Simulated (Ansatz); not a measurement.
# CuAu: the change of energy less free atoms and pressure with volume scale

Periodic Kohn-Sham DFT of a crystal at fixed atoms, scaled to volume_scale times the given cell; pressure positive in compression, energy less spherical unpolarised free atoms, largest_vzz the field gradient of largest size among the nuclei. The results are calculated, by Ansatz 0.2.0.

The cell before it is scaled or strained (space group P4/mmm, No. 123):
```
CuAu
1.0
      2.8000     0.0000     0.0000
      0.0000     2.8000     0.0000
      0.0000     0.0000     3.6700
Cu Au
1 1
Direct
  0.50000 0.50000 0.50000
  0.00000 0.00000 0.00000
```

Settings of every row: method all-electron LAPW; functional PBE; relativity scalar; k mesh 13x13x10; filling fermi-dirac; smearing width 0.05 eV; basis error target 0.25 meV/atom; nucleus gaussian.

Atom start moment: 0 on all atoms.

Limits: no spin-orbit coupling on heavy atoms.

| row | volume scale | V (Å³/atom) | energy less free atoms (eV/atom) | pressure (GPa) |
| --- | --- | --- | --- | --- |
| 1 | 0.9405 | 13.53 | -3.4643 | 19.347 |
| 2 | 0.98 | 14.099 | ? | ? |
| 3 | 1 | 14.386 | -3.5317 | 6.645 |
| 4 | 1.02 | 14.674 | -3.5406 | 3.327 |
| 5 | 1.06 | 15.25 | -3.5422 | -2.175 |

Question: what energy less free atoms and pressure should row 2 give?

Worked fit of energy less free atoms. Take u = (V_r/V)^(2/3) − 1 with V_r = 14.53 Å³ an atom, which is twice the finite (Eulerian) strain; such expansions in the strain, on which the Birch-Murnaghan equation of state is built, carry the rest volume and the bulk modulus. The shown rows have u = 0.04869, 0.00666, -0.00655, -0.03173. Least squares give energy less free atoms = −3.53692 + 0.6886 × u + 16.482 × u² eV/atom; a straight line predicts inner rows, each left out in turn, worse (root mean square 0.017 against 0.00023 eV/atom). The rows lie off it by 0.0000, -0.0001, 0.0001, 0.0000. Its lowest point lies at u = -0.0209, or V = 15 Å³ an atom, and the curvature there gives the bulk modulus at fixed shape and fractions, B = (4/9)(1 + u)² E″(u)/V = 150 GPa. Letting shape and atoms relax would as a rule lower it, by much in layered, chain or molecular crystals. The withheld row has u = 0.02028, so the fit gives −3.53692 + 0.6886 × (0.02028) + 16.482 × (0.02028)² = -3.5162 eV/atom.

The calculation gave -3.5164 eV/atom. The fit lies 0.0002 eV/atom (0.26 % of the column's range) above it; its largest miss of a shown row is 0.0001 eV/atom.

Worked fit of pressure. Take u = (V_r/V)^(2/3) − 1 with V_r = 14.53 Å³ an atom, which is twice the finite (Eulerian) strain; such expansions in the strain, on which the Birch-Murnaghan equation of state is built, carry the rest volume and the bulk modulus. The shown rows have u = 0.04869, 0.00666, -0.00655, -0.03173. Least squares give pressure = 4.9324 + 252.375 × u + 896.59 × u² GPa; a straight line predicts inner rows, each left out in turn, worse (root mean square 0.91 against 0.018 GPa). The rows lie off it by 0.001, -0.008, 0.009, -0.002 (root mean square 0.0061 GPa). The pressure vanishes at u = -0.0211, or V = 15 Å³ an atom, and there the bulk modulus at fixed shape and fractions is B = −V dP/dV = (2/3)(1 + u) dP/du = 140 GPa. Letting shape and atoms relax would as a rule lower it, by much in layered, chain or molecular crystals. The withheld row has u = 0.02028, so the fit gives 4.9324 + 252.375 × (0.02028) + 896.59 × (0.02028)² = 10.419 GPa.

The calculation gave 10.404 GPa. The fit lies 0.015 GPa (0.07 % of the column's range) above it; its largest miss of a shown row is 0.009 GPa.
